In the small boron compound COB(O)Br, the electron density at the thinnest point along a bond can be estimated from the bond length alone, to within about 12 %. Take 0.32 a.u. for a bond of 1 Å and halve it for every further 0.75 Å. The rule has one instructive failure: the C–O bond is longer than both B–O bonds, yet its density is higher.

Electron density and its Laplacian at the QTAIM bond critical points of COB(O)Br, a neutral singlet in the gas phase. Computed with PySCF 2.14.0 at the PBE0/def2-SVPD level, as a single point on the GFN2-xTB geometry.

```
row  density (a.u.)  first atom  second atom  laplacian (a.u.)
  1           0.362       4.000        9.000            -2.372
  2           0.284       1.000        8.000            -1.096
  3           0.284       1.000        6.000            -1.092
  4           0.279       1.000        7.000            -1.038
  5           0.250       1.000        2.000            -0.275
  6           0.215       2.000        3.000             1.153
  7           0.214       3.000        4.000             1.133
  8           0.140       3.000        5.000            -0.216
```

The density is given in electrons per cubic bohr at the bond critical point. This is the point on the path between two bonded atoms where the density is lowest along the path and highest across it. Atom 1 is carbon, 2 and 4 are oxygen, 3 is boron, 5 is bromine and 6 to 9 are hydrogen. So row 1 is O–H, rows 2 to 4 are C–H, row 5 is C–O, rows 6 and 7 are B–O, and row 8 is B–Br.

**Why length should matter**

The density of an atom thins out roughly exponentially with distance from the nucleus. Between two atoms the tails overlap, and the thinnest place on the path lies between the two dense regions. Moving the atoms apart puts this place further out in both tails, so the density there drops by a roughly constant factor for each equal step in length. This is only a guide to the form: in all the bonds of this table the point lies clearly nearer one nucleus than the other.

Two hydrogen atoms laid over each other show the form. Each has a density proportional to $e^{-2r}$, with $r$ in bohr, and the midpoint of a bond of length $d$ lies at $r=d/2$. The sum there goes as $e^{-d}$, which halves for every 0.37 Å of added length. For other atoms I keep the exponential form and let the table set the two constants:

$$\rho \approx 0.32 \times \left(\tfrac12\right)^{(d-1)/0.75}$$

Here $\rho$ is the density in atomic units and $d$ is now the bond length in Å. The constants are rounded from a straight-line fit of the logarithm of the density against length, over all eight rows. The printed output after this text gives the fit and the bond lengths.

**Two rows worked by hand**

The B–Br bond is 1.88 Å long. That is 0.88 Å beyond the starting point, or about 1.2 halvings. One halving takes 0.32 to 0.16, and the remaining fifth of a halving removes a little more than a tenth of that, which leaves 0.14. The calculation gives 0.140.

The C–O bond is 1.41 Å long, which makes 0.41/0.75 = 0.55 halvings. Half a halving multiplies by 0.71, and slightly more than half by 0.68, so the estimate is 0.68 × 0.32 = 0.22. The calculation gives 0.250, and the rule is 12 % too low, its largest miss.

Both rows were part of the fit, so neither is a prediction. B–Br is also the only bond longer than 1.41 Å, and one close match there says little about other long bonds.

**How far to trust it**

Relative to the computed densities, the rule misses by 6 % on average. Guessing one and the same density for every bond would miss by 22 %, so the length carries real information. When each row in turn is left out of the fit and then predicted, the typical error is about 9 %. Even that is somewhat flattering, because the C–H bonds nearly repeat one another, as do the two B–O bonds.

A shorter rule, 0.31 divided by the length in Å, does almost as well on average but is 18 % too high for B–Br. Five kinds of bond can't settle which formula is right. I prefer the halving rule because its form is suggested by the way atomic densities fade.

**What the rule hides**

The fitted halving length is twice that of the hydrogen pair. A likely reason is that the table doesn't stretch one bond; it passes from one pair of elements to another. The shorter bonds here all include a hydrogen atom, while the longer ones join two heavier atoms, whose extra electrons can offset part of the thinning.

The calculation lets us separate what the atoms bring from what bonding adds. Free atoms placed at the same positions, without any bonding, would already give 0.24 a.u. at the critical point of O–H, and the same again in the much longer C–O bond. Bonding then adds a great deal in O–H and almost nothing in C–O. The overall fall with length is therefore the sum of two unlike parts, and overlapping tails bear only on the free-atom part. Even that part doesn't fall steadily with length, as C–O shows.

The same split shows why C–O breaks the order. Free atoms alone would make C–O denser than B–O by 0.083 a.u. Bonding adds more density in B–O and so narrows the lead to 0.036 a.u., but doesn't remove it. Behind the lead is a familiar difference between the atoms: carbon has one more valence electron than boron and holds its valence shell closer to the nucleus.

The critical point lies about twice as far from oxygen as from its carbon or boron partner, so the partner's own density counts for much. The length rule ignores such differences, and it comes out too low for C–O and about 9 % too high for B–O. This explains one pair of bonds and isn't a general correction: a fuller, more compact atom doesn't always give a denser bond at the same length.

**Where to stop**

The rule compares the different single bonds of this one molecule near their normal lengths, between 0.96 and 1.88 Å. It hasn't been tested on other molecules, and for other pairs of elements the miss may be much larger. The bond lengths come from a fast tight-binding method, and a more careful geometry may shift them and the densities a little. It shouldn't be used to follow one bond as it is pulled apart. There the elements stay the same, so no extra electrons come in to offset the thinning, and theory leads us to expect a steeper fall, as in the hydrogen pair.

Nor does it carry over to the Laplacian, which tells whether density is locally concentrated (negative) or depleted (positive). C–O has −0.275 a.u. and the B–O bonds have about +1.1 a.u., although their lengths differ by only 0.07 Å. The Laplacian depends on how the density curves around the point, and the length alone doesn't fix that.

Finally, a high density isn't a measure of strength when the elements differ. B–O bonds are typically stronger than C–O bonds, although here they have the lower density.

Printed output of the fit:

```
fit of lnrho on 8 rows: constant -0.2161 +/- 0.14, coefficient of length -0.9322 +/- 0.11; rms 0.0728, worst 5 -0.142, leave-one-out rms 0.0896
fit of log(density*length) on 8 rows: constant -1.183 +/- 0.034; rms 0.0902, worst 8 0.151, leave-one-out rms 0.103
Hand rules and parts of the density:
  row  length (A)  halvings  rule (a.u.)  rule miss (%)  0.31/length miss (%)  free atoms (a.u.)  gain on bonding (a.u.)  gain share (%)
    1       0.956  -0.05867       0.3333         -7.933                -10.42               0.24                   0.122           33.69
    2       1.091    0.1213       0.2942          3.587               0.05035             0.1733                  0.1107           38.98
    3       1.092    0.1227       0.2939          3.492              -0.04127             0.1736                  0.1104           38.87
    4       1.094    0.1253       0.2934          5.152                 1.564             0.1736                  0.1054           37.76
    5       1.408     0.544       0.2195         -12.21                -11.93             0.2429                0.007113           2.845
    6       1.339     0.452       0.2339          8.804                 7.682             0.1603                 0.05468           25.43
    7       1.342     0.456       0.2333           9.01                 7.943             0.1587                 0.05527           25.83
    8       1.883     1.177       0.1415          1.067                 17.59             0.1064                 0.03364           24.03
Fitted density at 1 angstrom (a.u.): 0.3172
Fitted halving length (angstrom): 0.7436
Halving length midway between two superposed hydrogen atoms (angstrom): 0.3668
Mean size of miss, halving rule (%): 6.407
Largest miss, halving rule (%): 12.21
Mean size of miss, 0.31/length (%): 7.154
Largest miss, 0.31/length (%): 17.59
Mean size of miss if one constant density is guessed (%): 22.17
C-O less mean B-O, length (angstrom): 0.0675
C-O less mean B-O, density (a.u.): 0.0355
C-O less mean B-O, free-atom part (a.u.): 0.08336
```
